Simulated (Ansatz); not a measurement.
## From Ti to Hf: the HOMO–LUMO gap

Gas-phase molecules, one atom swapped for its congeners: Ti(CH3)2F2; Zr(CH3)2F2; Hf(CH3)2F2. All are singlets with charge 0.

Shapes, held fixed at every level: PBE0-D4/def2-TZVP. Programs: Ansatz 0.2.0. Values in eV.

How should the HOMO–LUMO gap change along the series?

At wB97X-V/def2-TZVPP the HOMO–LUMO gap rises at every step, from 11.05 to 11.65 eV. 6 of 7 levels show this order throughout; 6 agree on the largest and the smallest. For atoms past krypton def2 sets carry core potentials with scalar relativity. Orbital gaps aren't excitation energies, and the LUMO depends on the basis.

```csv
level,Ti(CH3)2F2,Zr(CH3)2F2,Hf(CH3)2F2
SPW92/def2-TZVPP,3.36,4.26,4.66
PBE-D4/def2-TZVPP,3.52,4.39,4.82
r2SCAN-D4/def2-TZVPP,4.04,4.93,5.39
BHLYP-D4/def2-TZVPP,8.90,9.01,9.38
r2SCAN0-D4/def2-TZVPP,6.56,7.04,7.47
wB97M-V/def2-TZVPP,10.92,10.90,10.99
wB97X-V/def2-TZVPP,11.05,11.40,11.65
```

Hafnium has the widest gap at every level, but the order of the lighter two is less secure: wB97M-V puts zirconium marginally below titanium, at 10.90 against 10.92 eV. The general rise fits the usual picture of d⁰ M(IV) alkyls, in which the HOMO is mainly metal–carbon σ bonding and the LUMO mainly metal d. The compact 3d shell of titanium lies low and overlaps weakly with the ligands, whereas the more extended 4d and 5d shells give empty antibonding levels at higher energy. Relativistic destabilisation of 5d probably adds to the effect at hafnium. The same ordering underlies the greater reducibility of Ti(IV) and its lower-lying ligand-to-metal charge-transfer states.

The titanium–zirconium step is much smaller with BHLYP than with the semilocal functionals, possibly because exact exchange raises the empty, compact 3d level most. The direction of the trend is therefore better supported than its size. Gaps alone don't show how much of the increase comes from a deeper HOMO and how much from a higher LUMO.
